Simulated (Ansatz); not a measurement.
## Redistribution: SiH2(SiH3)Br + SiH2(CH3)(OH) → SiH2(OH)(SiH3) + SiH2(CH3)Br

Species: SiH2(SiH3)Br, singlet; SiH2(CH3)(OH), singlet; SiH2(OH)(SiH3), singlet; SiH2(CH3)Br, singlet. The partners trade Br for OH; both sit on Si, so the bond types are kept.

Shapes, held fixed at every level: PBE0-D4/def2-TZVP. Flexible molecules stand in one conformer, not always the lowest. Programs: Ansatz 0.2.0. The zero-point and thermal change to 298 K, harmonic and unscaled (PBE0-D4/def2-TZVP), is +0.1 kJ/mol.

```csv
level,kind,ΔH(298 K) (kJ/mol),less CCSD(T)/def2-TZVPP,CPU time (sum over the molecules)
SPW92/def2-TZVPP,LDA,+4.8,-1.6,10 s
PBE-D4/def2-TZVPP,GGA,+4.8,-1.6,20 s
r2SCAN-D4/def2-TZVPP,meta-GGA,+5.4,-1.0,34 s
PBE0-D4/def2-TZVPP,global hybrid,+5.6,-0.8,19 s
B2PLYP/def2-TZVPP,double hybrid,+5.9,-0.5,35 s
CCSD(T)/def2-SVP,coupled cluster or CI,+7.1,+0.7,25 s
CCSD/def2-SVP,coupled cluster or CI,+7.2,+0.8,–
CCSD(T)/def2-TZVPP,coupled cluster or CI,+6.4,0.0,6.6 min
```

The highest level, CCSD(T)/def2-TZVPP, gives ΔH(298 K) = +6.4 kJ/mol; the levels span +4.8 to +7.2. The column of differences is taken from that level and isn't an error. No measured value is set beside it here. Relativity is left out for Br. Outer-core shells of Br are correlated in most correlated rows, in sets that cover them unevenly. Times are processor times on shared x86 and Arm servers, and rough.

The exchange is mildly endothermic at every level, so hydroxyl favours the methyl-bearing silicon and bromine the silyl-bearing one. Carbon is more electronegative than silicon, so methyl leaves its silicon more positive than silyl does. This probably strengthens the strongly polar Si–O bond more than the less polar, more polarisable Si–Br bond. The energies alone cannot separate this electrostatic preference from differences in lone-pair donation into neighbouring σ* orbitals.

Because each bond type survives the exchange, most of the error in describing the individual bonds cancels, and even the local density approximation gives the right sign and a similar size. In the smaller basis, the perturbative triples hardly matter; enlarging the basis shifts the CCSD(T) result more, to +6.4 kJ/mol. The preference is thus well supported in direction, but small differences between functionals are no basis for ranking them in general. A modest reaction enthalpy also says nothing about how readily the substituents exchange, which depends on the barrier.
